Q: When I compress tin monoxide by nearly a tenth of its volume in a calculation, it costs about 50 meV per atom. Can such a squeeze also tell me what it costs to stretch the crystal?

A: For a short stretch it can, if you look at how the stiffness changes along the way and not only at its average. Here is a PBE curve with one energy covered. "Volume" is the volume per atom, and "energy" is counted from the minimum of a curve fitted to all seven points.

SnO (P4/nmm, 4 atoms per cell), computed with FLEUR MaX-R8.1 (later development tree) using all-electron FLAPW and PBE without dispersion correction, spin polarisation or spin–orbit coupling; 7×7×6 k mesh, kmax 4.53 bohr⁻¹, Fermi–Dirac smearing 0.05 eV. The cell is scaled at fixed shape and fractional coordinates; energies are relative to the fitted minimum.

```
volume (Å³/atom)  energy (meV/atom)
           16.70              53.26
           17.06              32.66
           17.41              17.67
           17.77               7.52
           18.12               1.72
           18.48               0.02
           18.84                  ?
```

Q: The energy has almost reached zero at 18.48 Å³. Doesn't that already give away where the minimum is?

A: It gives a hint, because the zero was set with the covered point included. I therefore let the height of the minimum adjust freely in my own fit, and use only the six visible energies. Five of them belong to a compressed crystal and the sixth lies practically at the minimum. The covered point is the only clear expansion.

Q: Then I would draw a parabola through the six points and continue it. A spring costs the same in both directions.

A: Test the spring first. The volumes are equally spaced, so a parabola would have the same second difference everywhere, that is, the same change from one energy step to the next. Around 17.06 Å³ this is $53.26-2\times32.66+17.67=5.61$ meV per atom, but around 18.12 Å³ it is only 4.10. The crystal softens as it grows.

Q: Why should it soften?

A: The usual explanation is the different reach of repulsion and attraction. When ions are pushed together their filled shells overlap, and the resulting repulsion climbs very steeply. The attraction that holds the crystal together changes more gently with distance. Squeezing therefore meets a stiffening wall, while stretching leaves that wall behind. Part of the fall is plain geometry: equal volume steps stretch the bonds less in a larger cell, so even bonds that are perfect springs are expected to give a second difference falling roughly as $1/V^2$. That is about 11 % over this range, against the 27 % seen. The table shows the softening; assigning the rest to these two forces is theory.

Q: How do I put that into a formula without inventing a whole force law?

A: Choose a better measure of deformation than volume. With $V_0$ the volume at the minimum, take

$$x=\left(\frac{V_0}{V}\right)^{2/3}-1 .$$

This is twice the Eulerian strain, counted positive on compression. Equal steps in volume make larger steps in $x$ when the crystal is small, so even a plain parabola in $x$ is stiffer on the compressed side.

Q: And its coefficient?

A: It follows from the bulk modulus $B$, the pressure needed per fractional loss of volume. For a small change $\Delta V$ the elastic energy is $B(\Delta V)^2/(2V_0)$, and $x\approx-\tfrac23\,\Delta V/V_0$. Replacing $\Delta V$ by $x$ gives the first term below. The second lets the stiffening differ from what the parabola in $x$ builds in:

$$E-E_0=\frac98V_0B\,x^2+\frac{9}{16}V_0B\,(B'-4)\,x^3 .$$

Here $E_0$ is the energy at the minimum and $B'$ is the rise of the modulus with pressure. This is the third-order Birch–Murnaghan equation.

Q: Let me try it on the covered point.

A: The fit to the six visible rows gives $V_0=18.47$ Å³ and $B=83.7$ GPa, which is about 0.52 eV/Å³. The volumes are 2 % steps of the cell at 17.77 Å³, so the last one is $1.06\times17.77=18.836$ Å³ (the job's own value is 18.835). Then

$$x=\left(\frac{18.47}{18.836}\right)^{2/3}-1\approx-0.0130,$$

$$\frac98\times18.47\times0.52\ \text{eV}\times(0.0130)^2\approx1.8\ \text{meV}.$$

The cubic term hardly matters at so small a strain.

Q: How far would you trust that number?

A: My forecast is that the energy rises again, to 1.8 ± 0.4 meV per atom. The scatter of the six points, carried one step beyond them, gives a standard error of about 0.2. I double it because four adjustable constants leave only two points to judge the scatter, and with so few even the doubled range is not a 95 % interval. The shorter form, with $B'$ fixed at 4, gives 2.0 and so lies within my range.

Q: And my parabola in volume?

A: Fitted to the same six points, it gives 3.8 meV per atom. I expect the computed energy to lie well below that.

The withheld rows as computed:

```
volume (Å³/atom)  energy (meV/atom)
           18.84               1.80
```

Q: It is 1.80, almost exactly your number.

A: The forecast holds, but the agreement is closer than the method can promise. The uncertainty remains a few tenths of a meV, however small this one miss is. The clearer result is the failure of the parabola in volume, which predicts about twice the computed energy. One curvature forced on a lopsided curve errs twice. It carries the average stiffness of the squeezed crystal into a region where the crystal is softer, and it puts the minimum at about 18.39 Å³ instead of 18.47, so the last point seems further stretched than it is.

Q: So parabolas in volume are useless?

A: Not if the curvature is taken at the minimum. The trouble came from fitting one curvature to a range that is mostly compressed. Close to the minimum, a useful size to remember for this curve is 2 meV per atom for a 2 % change in volume. The cost grows roughly as the square of the change, which is why a squeeze five times as large costs tens of meV.

Q: Does the success also confirm the value of $B'$?

A: Only in part. The six points give about 4.5, but the uncertainty of the cubic coefficient is nearly as large as the coefficient itself. The form with $B'=4$ misses the new point by 0.2 meV per atom, about three times the scatter of the six rows. The new point thus leans towards the larger slope, and the fit to the whole curve gives 4.55, but one point cannot rule out 4. To fix $B'$ you would need more points on the expanded side and less scatter. The modulus is better fixed in relative terms: six points give 83.7 GPa, the whole curve 83.6, and forcing $B'=4$ on the six points moves it only to about 86 GPa.

Q: Can I use that modulus for a real piece of tin monoxide under pressure?

A: You would overestimate its stiffness. Tin monoxide is layered, and under pressure it mainly closes the gaps between its layers. In this calculation the shape of the cell and the relative atomic positions are frozen, so the strong Sn–O bonds must shrink along with the gaps. They run from 2.18 Å at the smallest volume to 2.27 Å at the largest.

Q: Would a simple cubic oxide such as magnesium oxide have the same problem?

A: It would also soften on expansion, but uniform scaling is its natural response to pressure. In the rock-salt structure symmetry fixes both the cell shape and the atomic positions, so nothing is left to relax. For tin monoxide, the next calculation should let shape and positions relax at each volume. It should also be repeated with a dispersion correction, because PBE alone tends to bind such layers too weakly. The printed output below gives the fits to the six rows and their misses at the seventh.

Numerical output:

```
second difference of energy centred at 17.06 (meV/atom): 5.61
second difference of energy centred at 18.12 (meV/atom): 4.1
fit of energy on 6 rows: constant 7.494 +/- 0.037, coefficient of w 589.3 +/- 2.3, coefficient of w**2 11672 +/- 82, coefficient of w**3 3157 +/- 2694; rms 0.0314, worst 18.12 0.0451, leave-one-out rms 0.224
  rows outside the fit (model, value, miss): 18.84 1.809, 1.8, 0.00861
fit of energy on 6 rows: constant 7.472 +/- 0.035, coefficient of w 591.6 +/- 1.3, coefficient of w**2 11749 +/- 51; rms 0.0407, worst 17.06 0.0767, leave-one-out rms 0.109
  rows outside the fit (model, value, miss): 18.84 1.986, 1.8, 0.186
fit of energy on 6 rows: constant 6277 +/- 157, coefficient of f -12130 +/- 318, coefficient of f**2 5860 +/- 161; rms 0.277, worst 17.06 0.407, leave-one-out rms 0.885
  rows outside the fit (model, value, miss): 18.84 3.768, 1.8, 1.97
scatter of the six rows about the third-order form (meV/atom): 0.05431
approximate standard error of the third-order forecast (meV/atom): 0.2032
volume parabola less third-order forecast at 18.84 (meV/atom): 1.959
equilibrium volume from six rows (A^3/atom): 18.47
bulk modulus from six rows (GPa): 83.68
pressure slope of the modulus from six rows: 4.538
six-row modulus less the job's own (GPa): 0.08211
Sn-O length at the smallest volume (A): 2.182
Sn-O length at the largest volume (A): 2.271
```
